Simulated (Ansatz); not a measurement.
# Ca: the change of pressure with volume scale

Results calculated with Ansatz 0.2.0, not measured. Periodic Kohn-Sham DFT of a crystal at fixed atoms, scaled to volume_scale times the given cell; pressure positive in compression, energy less spherical unpolarised free atoms, largest_vzz the field gradient of largest size among the nuclei.

The cell before it is scaled or strained (space group Fm-3m, No. 225):
```
Ca
1.0
      0.0000     2.7621     2.7621
      2.7621     0.0000     2.7621
      2.7621     2.7621     0.0000
Ca
1
Direct
  0.00000 0.00000 0.00000
```

Settings of every row: method frozen-core PAW; functional PBE; relativity scalar; k mesh 11x11x11; filling fermi-dirac; smearing width 0.03 eV; wave cutoff 420 eV; paw set soft_2.

Atom start moment: 0 on all atoms.

```csv
row,volume scale,V (Å³/atom),pressure (GPa)
1,0.9405,39.638,1.19
2,0.97,40.881,0.564
3,1,42.147,0.003
4,1.03,43.41,?
5,1.06,44.674,-0.918
```

Question: what pressure should row 4 give?

Worked fit of pressure. Take u = (V_r/V)^(2/3) − 1 with V_r = 41.514 Å³ an atom, which is twice the finite (Eulerian) strain; such expansions in the strain, on which the Birch-Murnaghan equation of state is built, carry the rest volume and the bulk modulus. The shown rows have u = 0.03131, 0.0103, -0.01004, -0.04773. Least squares give pressure = 0.2743 + 27.557 × u + 53.97 × u² GPa; a straight line predicts inner rows, each left out in turn, worse (root mean square 0.053 against 0.00023 GPa). All shown rows lie on it to the printed digit. The pressure vanishes at u = -0.0102, or V = 42.15 Å³ an atom, and there the bulk modulus at fixed shape and fractions is B = −V dP/dV = (2/3)(1 + u) dP/du = 17.5 GPa. The withheld row has u = -0.02933, so the fit gives 0.2743 + 27.557 × (-0.02933) + 53.97 × (-0.02933)² = -0.488 GPa.

The calculation gave -0.488 GPa. The fit meets it to the printed digit.
